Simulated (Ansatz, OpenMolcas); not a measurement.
**How methods differ on BN (boron nitride)**

BN has 2 atoms, charge 0, and is taken as a triplet. SMILES: `B#N`. The shape is that of a GFN2-xTB optimisation.

```xyz
2

B     0.0000    0.0000    0.0000
N     0.0000    0.0000    1.2684
```

Quantity: the energy change with the B1–N2 bond stretched from 1.268 to 1.973 Å, in eV. The values are calculated.

```tsv
level	kind	program	value (eV)
UHF/6-31G	Hartree–Fock	Ansatz	1.24
UBLYP/6-31G	GGA	Ansatz	2.05
UHSE06/6-31G	range-separated hybrid	Ansatz	2.15
UB2PLYP/6-31G	double hybrid	Ansatz	2.11
UBCCD(T)/6-31G	coupled cluster or CI	Ansatz	1.67
UCCSD/6-31G	coupled cluster or CI	Ansatz	1.62
UCCSDT(Q)/6-31G	coupled cluster or CI	Ansatz	1.68
UCCSDT/6-31G	coupled cluster or CI	Ansatz	1.68
FCI/STO-3G	exact in the basis	OpenMolcas	2.25
```

The first shape isn't each level's own minimum. The values span 1.24 to 2.25 eV. Spin contamination of the reference (⟨S²⟩ at least 0.1 too high) touches UHF/6-31G, UBCCD(T)/6-31G, UCCSD/6-31G, UCCSDT(Q)/6-31G, UCCSDT/6-31G. The coupled-cluster rows rest on a doubtful reference here (large T1 or Brueckner and Hartree–Fock orbitals at odds), and rows may lie in different states. All rows use very small basis sets, so none should be taken for the real molecule's value.

Every level finds that stretching the B–N bond costs energy, as expected when σ and π overlap weakens in a polar multiple bond, but the size of that cost depends strongly on the treatment of correlation. UHF gives the smallest rise, 1.24 eV, probably because it misses much of the correlation energy of the compact bond, while spin polarisation lowers its energy at the stretched distance. The three density-functional rows lie close together at 2.05 to 2.15 eV, well above the coupled-cluster group at 1.62 to 1.68 eV.

Within that group, full triples raise the CCSD value only slightly, and perturbative quadruples leave it at 1.68 eV. This suggests little remaining sensitivity to excitation level, but it doesn't establish that the triplet state followed is the lowest one: BN has close-lying σ and π levels, and different occupations can compete as the bond lengthens. The FCI result can't settle the gap between the density functionals and coupled cluster, since its basis differs from theirs.
